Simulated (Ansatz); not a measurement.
## A series in volume scale on Re

Results calculated with Ansatz 0.2.0, not measured. Periodic Kohn-Sham DFT of a crystal at fixed atoms, scaled to volume_scale times the given cell; pressure positive in compression, energy less spherical unpolarised free atoms, largest_vzz the field gradient of largest size among the nuclei.

The cell before it is scaled or strained (space group P6_3/mmc, No. 194):
```
Re
1.0
      2.6029     0.0000     0.0000
     -1.3015     2.2542     0.0000
      0.0000     0.0000     4.1620
Re
2
Direct
  0.33333 0.66667 0.25000
  0.66667 0.33333 0.75000
```

Settings of every row: method all-electron LAPW; functional PBEsol; relativity scalar; k mesh 18x18x10; filling fermi-dirac; smearing width 0.05 eV; basis error target 0.25 meV/atom; nucleus gaussian.

Atom start moment: 0 on all atoms.

Limits: all rows lie far from zero pressure; cell far from its zero-pressure volume; no spin-orbit coupling on heavy atoms.

```
row  volume scale  V (Å³/atom)  pressure (GPa)  energy less free atoms (eV/atom)
  1          0.94       11.478         153.559                          -11.2684
  2          0.96       11.722         134.025                          -11.4873
  3          0.98       11.966         116.224                          -11.6778
  4          0.99       12.088         107.919                          -11.7632
  5             1        12.21          99.983                          -11.8424
  6          1.01       12.332          92.395                          -11.9157
  7          1.02       12.454               ?                                 ?
  8          1.04       12.699          71.557                          -12.1026
  9          1.06       12.943          59.136                           -12.202
```

Question: what pressure and energy less free atoms should row 7 give?

Worked fit of pressure. Take u = (V_r/V)^(2/3) − 1 with V_r = 12.149 Å³ an atom, which is twice the finite (Eulerian) strain; such expansions in the strain, on which the Birch-Murnaghan equation of state is built, carry the rest volume and the bulk modulus. The shown rows have u = 0.0386, 0.02414, 0.01017, 0.00336, -0.00333, -0.00992, -0.02909, -0.04133. Least squares give pressure = 103.9063 + 1184.734 × u + 2548.98 × u² + 2190 × u³ GPa; a parabola predicts inner rows, each left out in turn, worse (root mean square 0.034 against 0.011 GPa). The rows lie off it by -0.002, 0.003, 0.003, 0.003, -0.006, -0.007, 0.012, -0.005 (root mean square 0.006 GPa). The withheld row has u = -0.01639, so the fit gives 103.9063 + 1184.734 × (-0.01639) + 2548.98 × (-0.01639)² + 2190 × (-0.01639)³ = 85.164 GPa.

The calculation gave 85.138 GPa. The fit lies 0.026 GPa (0.028 % of the column's range) above it; its largest miss of a shown row is 0.012 GPa.

Worked fit of energy less free atoms. Take u = (V_r/V)^(2/3) − 1 with V_r = 12.149 Å³ an atom, which is twice the finite (Eulerian) strain; such expansions in the strain, on which the Birch-Murnaghan equation of state is built, carry the rest volume and the bulk modulus. The shown rows have u = 0.0386, 0.02414, 0.01017, 0.00336, -0.00333, -0.00992, -0.02909, -0.04133. Least squares give energy less free atoms = −11.80354 + 11.8236 × u + 52.858 × u² eV/atom; a straight line predicts inner rows, each left out in turn, worse (root mean square 0.028 against 0.00011 eV/atom). The rows lie off it by 0.0000, 0.0000, 0.0000, 0.0000, -0.0001, -0.0001, 0.0002, -0.0001. The withheld row has u = -0.01639, so the fit gives −11.80354 + 11.8236 × (-0.01639) + 52.858 × (-0.01639)² = -11.9831 eV/atom.

The calculation gave -11.9833 eV/atom. The fit lies 0.0002 eV/atom (0.021 % of the column's range) above it; its largest miss of a shown row is 0.0002 eV/atom.
